The interaction energy is the energy of SiH₃F less the energies of its two separated ions, SiH₃⁺ and F⁻, so a negative value means binding. It was computed by Hartree-Fock, MP2 and CCSD(T) while fluoride moved along the Si–F line and the SiH₃ part kept its shape. The counterpoise correction gives each ion the basis functions of its partner. The CCSD(T) limit estimate adds the small-basis difference between CCSD(T) and MP2 to an extrapolated MP2 energy.

PySCF 2.14.0: counterpoise-corrected, frozen-core interaction energies of SiH₃⁺ and F⁻ in the gas phase, along a rigid scan from the PBE0-D3(BJ)/def2-SVPD geometry; negative means bound. The large basis is aug-cc-pVTZ, and CCSD(T) less MP2 is taken in aug-cc-pVDZ. The limit estimate adds this difference to MP2 extrapolated by the inverse-cube rule.

| contact distance (Å) | ccsd t limit estimate (kcal/mol) | mp2 large basis (kcal/mol) | hartree fock large basis (kcal/mol) | ccsd t less mp2 (kcal/mol) |
| --- | --- | --- | --- | --- |
| 1.478 | -265.43 | -264.29 | -274.00 | -0.170 |
| 1.560 | -273.38 | -272.40 | -279.92 | -0.110 |
| 1.642 | -274.41 | -273.57 | -279.05 | -0.070 |
| 1.806 | -264.94 | -264.32 | -266.16 | -0.030 |
| 2.052 | -239.62 | -239.13 | -236.54 | -0.080 |
| 2.463 | -197.03 | -195.92 | -188.46 | -0.860 |
| 3.284 | -146.57 | -135.44 | -125.53 | -11.080 |

These are energies for breaking a full chemical bond into ions, which explains their size. They also leave out a relaxation: free SiH₃⁺ is flat, whereas here it keeps the pyramidal shape it has in the molecule. Bending it into that shape costs 18 kcal/mol, so the lowest CCSD(T) value becomes −256 kcal/mol against relaxed ions. This cost is the same at every distance and leaves the shape of the curve unchanged.

### Why there is a steep wall and a long slope

The shape follows from forces of different range. Opposite charges attract over long distances. Orbital attraction, in which fluoride donates electrons into the empty silicon orbital and both ions polarise, needs closer contact. Pauli repulsion arises when filled shells are pushed into the same space, and it has the shortest range of the three.

A decomposition of the energy from the same calculations shows this order. Between 1.642 and 2.463 Å the Pauli repulsion loses more than nine tenths of its size, while the electrostatic attraction keeps more than half. Pulling fluoride outwards over this stretch removes 124 kcal/mol of repulsion but costs 140 kcal/mol of electrostatic and 75 kcal/mol of orbital attraction. The energy therefore rises, and it rises gradually because the attraction between charges fades slowly.

Pushing fluoride inwards reverses the balance. From 1.642 to 1.478 Å the two attractions together gain 86 kcal/mol (59 + 27), but the repulsion grows by 91 kcal/mol. The difference of about 5 kcal/mol is the Hartree-Fock part of the wall, and the loss of correlation described below adds about 4 kcal/mol. The inner wall is thus a small difference between large opposing changes. The bond does not run out of attraction at short distance; repulsion simply grows faster.

### Why correlation changes sign

MP2 adds electron correlation, the mutual avoidance of electrons that Hartree-Fock treats only on average. At 1.478 Å it weakens the binding by 9.7 kcal/mol, and at 3.284 Å it strengthens it by 9.9 kcal/mol. The change runs in the same direction at every step. It cannot be read as dispersion alone, because dispersion would be attractive throughout.

The sign depends on the reference. Each free ion already has correlation energy of its own, and the table shows only what changes when the ions join. A positive difference means that the compact molecule has less correlation energy than the two ions apart. A plausible but untested reason is that the loose outer shell of fluoride has less room for its electrons to avoid one another when it is pressed against silicon.

The direction of the change probably has a more general explanation, though it too was not tested here. Stretching a bond brings its empty antibonding orbital closer in energy to the filled bonding orbital. The electron pair can then use the antibonding orbital more easily to keep its two electrons apart, so correlation gains more. Because this gain favours longer distances, it pulls the minimum outwards: the lowest sampled point is at 1.560 Å in Hartree-Fock and at 1.642 Å in MP2 and CCSD(T).

That shift shows a direction, not an accurate change in bond length. In the small basis the lowest Hartree-Fock point is also at 1.642 Å, so there the coarse steps do not show a shift. The larger basis deepens the Hartree-Fock energy by 14 kcal/mol at 1.478 Å but by only 1 kcal/mol at 2.463 Å. Short bonds need more flexible functions on silicon, especially tight d functions, and the limit estimate extrapolates only the correlation part. The two lowest CCSD(T) points differ by 1.0 kcal/mol, whereas the change of basis alters the Hartree-Fock difference between the same distances by 2.65 kcal/mol, so a better basis could reverse their order.

### Why the last row stands apart

Up to 2.052 Å, CCSD(T) and MP2 agree within 0.2 kcal/mol. At 2.463 Å they differ by 0.9 kcal/mol, and at 3.284 Å by 11.1 kcal/mol. The early agreement is partly a cancellation: at 1.478 Å, CCSD binds more strongly than MP2 by 1.4 kcal/mol, and the triple excitations take back 1.3 kcal/mol. It is therefore no proof that either method is accurate to a tenth of a kcal/mol.

The likely cause of the jump is a second way of sharing out the electrons. The molecule can separate into SiH₃⁺ and F⁻, or into neutral SiH₃ and F with one unpaired electron each. In the gas phase the neutral pair is lower in energy once the parts are far apart. Near the minimum the attraction keeps the bonded state far below that neutral level, but stretching brings it up towards it.

The position of the neutral level can be estimated without fitting anything:

1. Removing an electron from SiH₃ costs roughly 8.1 eV, and fluorine returns roughly 3.4 eV on accepting it; both are rough recalled values.
2. Relaxed ions therefore lie 8.1 − 3.4 = 4.7 eV above the neutral pair. At about 23 kcal/mol per eV, this is 108 kcal/mol.
3. The frozen SiH₃⁺ lies another 18 kcal/mol higher. Neutral SiH₃ is itself pyramidal, so its own change of shape is neglected.
4. On the scale of the table, the neutral pair thus lies near −(108 + 18) = −126 kcal/mol.

At 2.463 Å even the weakest computed binding, that of Hartree-Fock, is still about 62 kcal/mol below this level. At 3.284 Å all three methods lie within about 20 kcal/mol of it. The level belongs to neutral parts far from each other, so it cannot fix an exact crossing distance. It does make trouble likely between the last two distances, where the jump occurs. The near coincidence with the Hartree-Fock value at 3.284 Å is accidental, since the inputs are rough and Hartree-Fock would place the neutral level elsewhere.

Gaseous sodium chloride is a simpler case of the same competition. Its ions also attract strongly, yet neutral atoms are the lower state at large separation. There the ions lie only about 1.5 eV above the atoms, so the two states meet at roughly 10 Å, where the orbitals hardly overlap. In SiH₃F the gap is several times larger and the states meet much closer in, where they still mix strongly; the analogy covers the competition, not its distance or abruptness.

Such mixing is hard for the methods used here. All three start from a single arrangement of paired electrons, while a bond stretched towards neutral parts needs at least two arrangements of similar weight. MP2 and the triples part of CCSD(T) are corrections that assume one dominant arrangement, and they become unreliable when a second one competes. A common warning sign, the T1 diagnostic, already rises from 0.011 at 1.478 Å to 0.028 at 2.463 Å.

This makes the explanation of the jump well founded but not proven, because no calculation with several starting arrangements was made. The extra 11 kcal/mol at 3.284 Å should not be taken as a measured gain from better correlation. The shape of the inner curve does not depend on this point.

### What the depth means for silicon processing

The neutral level also puts the depth of the well in proportion. Counted from neutral SiH₃ and F, the lowest CCSD(T) point lies at about −274 + 126 = −148 kcal/mol. Nearly half of the tabulated depth is therefore the cost of making separated ions with SiH₃⁺ held in its bent shape, and the rest is a rough measure of the bond between neutral parts.

Strong Si–F bonds help fluorine to etch silicon as volatile fluorides and to saturate broken bonds in silicon devices. For those processes the neutral reference is usually the more useful one, since free gas-phase ions are a costly starting point. Neither number is a reaction energy at a surface, where neighbouring atoms and other broken bonds also count. The differences and the estimate used above are printed in the output that follows.

Printed output of the fit:

```
Correlation and height above the lowest point (kcal/mol):
    row  MP2_less_HF  CCSDT_less_MP2  limit_above_lowest
  1.478         9.71           -0.17                8.98
   1.56         7.52           -0.11                1.03
  1.642         5.48           -0.07                   0
  1.806         1.84           -0.03                9.47
  2.052        -2.59           -0.08               34.79
  2.463        -7.46           -0.86               77.38
  3.284        -9.91          -11.08               127.8
Lowest sampled distance, Hartree-Fock large basis (angstrom): 1.56
Lowest sampled distance, Hartree-Fock small basis (angstrom): 1.642
Lowest sampled distance, CCSD(T) limit estimate (angstrom): 1.642
Lowest CCSD(T) estimate against relaxed ions (kcal/mol): -256.3
Pauli change from 1.642 to 1.478 angstrom (kcal/mol): 91.11
Electrostatic change from 1.642 to 1.478 angstrom (kcal/mol): -58.99
Orbital change from 1.642 to 1.478 angstrom (kcal/mol): -27.11
Pauli change from 1.642 to 2.463 angstrom (kcal/mol): -124.4
Electrostatic change from 1.642 to 2.463 angstrom (kcal/mol): 140.4
Orbital change from 1.642 to 2.463 angstrom (kcal/mol): 74.64
Electrostatic share of electrostatic plus orbital attraction at 1.642 angstrom (percent): 72.94
HF large less small basis at 1.478 angstrom (kcal/mol): -14.01
HF large less small basis at 1.642 angstrom (kcal/mol): -8.022
HF large less small basis at 2.463 angstrom (kcal/mol): -1.06
CCSD(T) estimate at 1.560 less at 1.642 angstrom (kcal/mol): 1.03
Basis change of the same energy gap in HF (kcal/mol): -2.65
CCSD less MP2 at 1.478 angstrom, small basis (kcal/mol): -1.437
Triples contribution at 1.478 angstrom, small basis (kcal/mol): 1.271
CCSD less MP2 at 2.463 angstrom, small basis (kcal/mol): 1.298
Triples contribution at 2.463 angstrom, small basis (kcal/mol): -2.161
Rough level of neutral SiH3 + F against the frozen ions (kcal/mol): -126.5
HF at 3.284 angstrom less this neutral level (kcal/mol): 0.9223
```
